# How fast hot electrons in an aluminium film cool: the Allen formula at 300 K

In the two-temperature model, electrons at $T_e$ lose energy per volume to a lattice at $T_L$ as $dE_e/dt=-G\,(T_e-T_L)$. We evaluate $G$ for a uniformly heated Al film near 300 K, thick enough to have bulk bands and phonons.

Conventions: $g$ is the bare band density of states per volume at $E_F$, both spins; $\Omega$ is an angular frequency; $\lambda$ is the dimensionless electron-phonon coupling; $n(\Omega,T)=1/(e^{\hbar\Omega/k_BT}-1)$.

## Estimate by hand

1. About $g\,k_BT$ electrons per volume can scatter.
2. At high temperature each scatters at the rate $2\pi\lambda k_BT/\hbar$, half by emission and half by absorption.
3. Detailed balance makes emission exceed absorption by the fraction $(\hbar\omega/k_BT)(\Delta T/T)$, with $\Delta T=T_e-T_L$.
4. Each event moves $\hbar\omega$; take the Debye energy $\hbar\omega_D=k_B\Theta_D$.

The product is $G\approx\pi k_B\lambda(\hbar\omega_D)^2g/\hbar$.

The compiled $\Theta_D=428$ K (Wikipedia; temperature not stated) gives 37 meV, rounded to 40 meV. With a typical $\lambda\approx0.4$, $\lambda(\hbar\omega_D)^2\approx640$ meV². Free electrons with $n_e\approx1.8\times10^{29}$ m⁻³ and $E_F\approx12$ eV give $g=3n_e/2E_F\approx2\times10^{28}$ eV⁻¹m⁻³. Then

$$G\approx\frac{3\,(1.4\times10^{-23}\,\text{J/K})(6.4\times10^{-4}\,\text{eV}^2)(2\times10^{28}\,\text{eV}^{-1}\text{m}^{-3})}{6.6\times10^{-16}\,\text{eV s}}\approx8\times10^{17}\ \text{W m}^{-3}\text{K}^{-1}.$$

With $C_e=\gamma T_e$, $\gamma=\pi^2k_B^2g/3$ and $\pi/3\approx1$, the cooling time is $\tau=C_e/G\approx\hbar k_BT/\lambda(\hbar\omega_D)^2\approx(660\ \text{meV fs})(25\ \text{meV})/(640\ \text{meV}^2)\approx26$ fs.

## Careful calculation

**Energy transfer.** Let $M$ be the matrix element for $k\to k'$ by phonon branch $\nu$, $\varepsilon$ the energy measured from $E_F$, and $N_s=\sum_k\delta(\varepsilon_k)=gV/2$ the density of states of one spin in volume $V$. Define

$$\alpha^2F(\Omega)=\frac{1}{\hbar N_s}\sum_{kk'\nu}|M|^2\,\delta(\varepsilon_k)\,\delta(\varepsilon_{k'})\,\delta(\Omega-\omega_{k-k',\nu}),\qquad\lambda=2\int\frac{\alpha^2F}{\Omega}\,d\Omega .$$

Take $g$ and $M$ constant over a few $k_BT_e$. The golden rule, summed over two spins, gives with $x=\hbar\Omega$ and $n_L=n(\Omega,T_L)$

$$\frac{dE_e}{dt}=-2\pi g\int d\Omega\,\alpha^2F\,x\int d\varepsilon\,\big\{f(\varepsilon+x)[1-f(\varepsilon)](n_L+1)-f(\varepsilon)[1-f(\varepsilon+x)]\,n_L\big\}.$$

For a Fermi function $f$ at $T_e$, with $n_E=n(\Omega,T_e)$, the two products integrate to $x\,n_E$ and $x(n_E+1)$. The inner integral is $x(n_E-n_L)$, which yields Allen's 1987 result:

$$\frac{dE_e}{dt}=2\pi g\int d\Omega\,\alpha^2F(\Omega)\,(\hbar\Omega)^2\,[n(\Omega,T_L)-n(\Omega,T_e)].$$

**Classical limit.** For $k_BT\gg\hbar\Omega$, $n\approx k_BT/\hbar\Omega-\tfrac12$. With $\lambda\langle\omega^2\rangle=2\int\Omega\,\alpha^2F\,d\Omega$ and $dE_e=\gamma T_e\,dT_e$,

$$G_\infty=\pi\hbar k_B\lambda\langle\omega^2\rangle g,\qquad\frac{dT_e}{dt}=-\frac{3\hbar\lambda\langle\omega^2\rangle}{\pi k_BT_e}(T_e-T_L).$$

The calorimetric low-temperature $\gamma$ contains a factor $1+\lambda$ that fades as $T$ becomes comparable with $\Theta_D$, so it must not be used to obtain $g$.

**Inputs.** An approximate lattice constant of 4.05 Å, four atoms per cubic cell and three free electrons per atom give $n_e=1.806\times10^{29}$ m⁻³, $E_F=11.65$ eV, $g=2.33\times10^{28}$ eV⁻¹m⁻³ and $\gamma=91$ J m⁻³K⁻². Take a typical $\lambda=0.43$ and assume a Debye-shaped spectrum, $\alpha^2F=\lambda(\Omega/\omega_D)^2$ up to $\omega_D$. Then $\langle\omega^2\rangle=\omega_D^2/2$, and $\hbar\omega_D=36.9$ meV gives $\hbar^2\lambda\langle\omega^2\rangle=292$ meV² and $G_\infty=4.48\times10^{17}$ W m⁻³K⁻¹. Three figures serve only to carry the arithmetic.

**Quantum factor.** 300 K lies below $\Theta_D$, so the Bose functions are kept. For small $\Delta T$, $(\hbar\Omega)^2\,\partial n/\partial T=\hbar\Omega\,k_B\,E(z)$, with $z=\hbar\Omega/k_BT$ and $E(z)=(z/2)^2/\sinh^2(z/2)\approx1-z^2/12$. With $u=\Omega/\omega_D$ and $y=\Theta_D/T=1.427$,

$$\frac{G}{G_\infty}=4\int_0^1u^3E(yu)\,du=0.895 .$$

The leading term alone, $1-y^2/18$, gives 0.887. The model's result is

$$G=4.0\times10^{17}\ \text{W m}^{-3}\text{K}^{-1},\qquad\tau=\gamma T/G=68\ \text{fs}.$$

The Debye lattice heat capacity at 300 K is $2.26\times10^6$ J m⁻³K⁻¹, and $C_e$ is 1.2 % of it. Lattice heating shortens the decay time of $T_e-T_L$ by about that fraction only.

## Why the two differ by a factor of two

| Source | Estimate / careful |
|---|---|
| $\omega_D^2$ in place of $\langle\omega^2\rangle$ | 2.00 |
| classical occupation | 1.12 |
| rounded inputs | 0.91 |
| product (unrounded estimate $8.1\times10^{17}$) | 2.03 |

**Spectrum.** The prefactor $\pi$ of the estimate is the same as in $G_\infty$. Its fault is to give every event the largest phonon energy. The event count follows $\lambda$, with weight $\alpha^2F/\Omega$, which favours soft phonons. An event contributes $(\hbar\Omega)^2$: one power from the energy carried, one from the imbalance. For $\alpha^2F\propto\Omega^p$, $\langle\omega^2\rangle=p\,\omega_D^2/(p+2)$, that is $1/3$, $1/2$ and $3/5$ of $\omega_D^2$ for $p=1,2,3$. The factor 2 therefore belongs to the assumed shape, which is the largest uncertainty of the careful number.

**Occupation.** The correction is only about a tenth although $T<\Theta_D$, because the $-\tfrac12$ in $n$ cancels in the difference and the next term carries $1/12$. At finite $\Delta T$ the leading relative reduction is $\Theta_D^2/(18\,T_eT_L)$, only 3 % for $T_e=1000$ K and $T_L=300$ K.

**Rounding.** The factors are 0.93 ($\lambda$), 1.18 ($\omega_D^2$), 0.86 ($g$) and 0.97 (constants), and they largely offset. In $\tau$, $g$ cancels and the remaining roundings give 1.18, so the two times differ by 2.6.

## What both calculations assume

Both need a Fermi distribution. The Fermi-liquid scale for electron-electron collisions at 300 K, $\hbar E_F/(k_BT)^2\approx11$ ps, is far longer than 68 fs, even if its prefactor shortens it tenfold. After a weak laser pulse the electrons are thus not thermal while they cool. In the classical limit the inner integral for a general $f$ becomes $\int f(1-f)\,d\varepsilon-k_BT_L$, so $G_\infty$ survives with $k_BT_e$ replaced by $\int f(1-f)\,d\varepsilon$. The link to stored energy changes: an electron far above $E_F$ adds no more to this integral than one at a few $k_BT$, yet holds more energy, so cooling takes longer. Strongly coupled phonons can also heat ahead of the rest and reduce the net flow. Both effects lower a $G$ fitted with two temperatures.

A typical value in two-temperature modelling of Al is about $2.5\times10^{17}$ W m⁻³K⁻¹. The model's $4.0\times10^{17}$ lies about 60 % above it, and should be read as the product of the assumed $\lambda$, spectrum and free-electron $g$.